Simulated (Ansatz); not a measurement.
# Rigid-band transport of added carriers in KCl — Ansatz, plane waves and PAW

Space group Fm-3m (No. 225), 2 atoms in the cell of the first input below: a = 4.463 Å, b = 4.463 Å, c = 4.463 Å, α = 60.00°, β = 60.00°, γ = 60.00°.

The structure is a measured one, not always of the ambient phase, taken without relaxation (pressure 0.6 GPa with this functional, without spin–orbit coupling). Functional: PBE.

Spin–orbit coupling is left out. Kohn–Sham gap on the run's mesh: 5.16 eV (the true one may be smaller).

The states of the whole zone with their velocity products:

```yaml
crystal:
  lattice:
    - [0.0, 3.1560997118, 3.1560997118]
    - [3.1560997118, 0.0, 3.1560997118]
    - [3.1560997118, 3.1560997118, 0.0]
  atoms:
    - { symbol: K, position: [0.0, 0.0, 0.0] }
    - { symbol: Cl, position: [0.5, 0.5, 0.5] }
basis:
  ecutwfc: 420
  ecutrho_ratio: 4
kpoints:
  mp_grid: { grid: [10, 10, 10] }
hamiltonian:
  xc: pbe
scf:
  occupations: { method: gaussian, width: 0.05 }
output:
  forces: true
  stress: true
  eigenvalues: true
  states_by_energy: { minimum_broadening: 0.025 }
```

```bash
ansatz run input.yaml --threads 4 --pin off --max-ram 9216MiB --backend cpu --events-out ev --progress --plain --runs-dir out
```

Time: 25 s on 4 threads of Arm Neoverse V2, on a shared host, peak memory 0.73 GiB.

From that table, at a constant relaxation time τ with Fermi–Dirac weights and rigid bands:

| T (K) | doping (cm⁻³) | μ − E_F (eV) | σ_xx/τ (10²⁰/Ω m s) | S_xx (μV/K) | Lorenz (10⁻⁸ V²/K²) | ħω_p,xx (eV) |
| --- | --- | --- | --- | --- | --- | --- |
| 300 | n 1e19 | 2.597 | 0.00611 | -202 | 1.94 | 0.173 |
| 300 | p 1e19 | -2.478 | 0.000731 | 551 | 1.83 | 0.060 |
| 300 | n 1e20 | 2.744 | 0.0585 | -63 | 2.28 | 0.535 |
| 300 | p 1e20 | -2.539 | 0.00727 | 354 | 1.84 | 0.189 |
| 300 | n 1e21 | 3.280 | 0.474 | -15 | 2.43 | 1.523 |
| 300 | p 1e21 | -2.613 | 0.069 | 171 | 1.97 | 0.581 |
| 600 | n 1e19 | 2.545 | 0.00595 | -286 | 1.88 | 0.171 |
| 600 | p 1e19 | -2.312 | 0.000578 | 653 | 1.60 | 0.053 |
| 600 | n 1e20 | 2.731 | 0.0575 | -116 | 2.09 | 0.531 |
| 600 | p 1e20 | -2.432 | 0.00575 | 455 | 1.60 | 0.168 |
| 600 | n 1e21 | 3.276 | 0.472 | -30 | 2.39 | 1.520 |
| 600 | p 1e21 | -2.558 | 0.0554 | 263 | 1.62 | 0.521 |
| 900 | n 1e19 | 2.474 | 0.0058 | -339 | 1.85 | 0.168 |
| 900 | p 1e19 | -2.117 | 0.000447 | 706 | 1.19 | 0.047 |
| 900 | n 1e20 | 2.707 | 0.0564 | -157 | 1.99 | 0.525 |
| 900 | p 1e20 | -2.296 | 0.00445 | 508 | 1.19 | 0.148 |
| 900 | n 1e21 | 3.269 | 0.469 | -45 | 2.34 | 1.515 |
| 900 | p 1e21 | -2.479 | 0.0433 | 312 | 1.19 | 0.460 |

Task: Which of the dopings listed at 300 K has the largest power factor S²σ/τ along x?

Result: n 1e19: 0.25, p 1e19: 0.22, n 1e20: 0.23, p 1e20: 0.91, n 1e21: 0.11, p 1e21: 2 (10¹¹ W/m K² s), so p 1e21 cm⁻³, if τ is the same for all.

Caveats: crystals with gaps this wide can seldom be doped to such densities with both signs of carrier, so the rows show what the bands would give; melting, decomposition and changes of phase at these temperatures weren't checked; no scattering is computed, and the gap isn't corrected.

At every density and temperature listed, electrons have the larger σ/τ and holes the larger thermopower. This follows from the bonding: the conduction-band bottom is s-like and dispersive, whereas the valence top consists of Cl 3p states that overlap weakly between anions, giving heavy holes and a high density of states. Holes therefore stay far from strong degeneracy, and their power factor at 300 K grows with doping because conductivity rises faster than S² falls. For electrons, the loss of thermopower wins.

Heating barely changes the electron σ/τ but clearly lowers that of holes, whose Lorenz number drops to 1.19 at 900 K, below the non-degenerate parabolic-band limit. This suggests that thermal spreading reaches the slow states and finite width of the narrow Cl 3p band.

The p-type optimum is thus a property of the rigid bands, not a prediction for real KCl, where holes self-trap on chlorine pairs as V_K centres and move by hopping, so that band conduction itself fails for them.
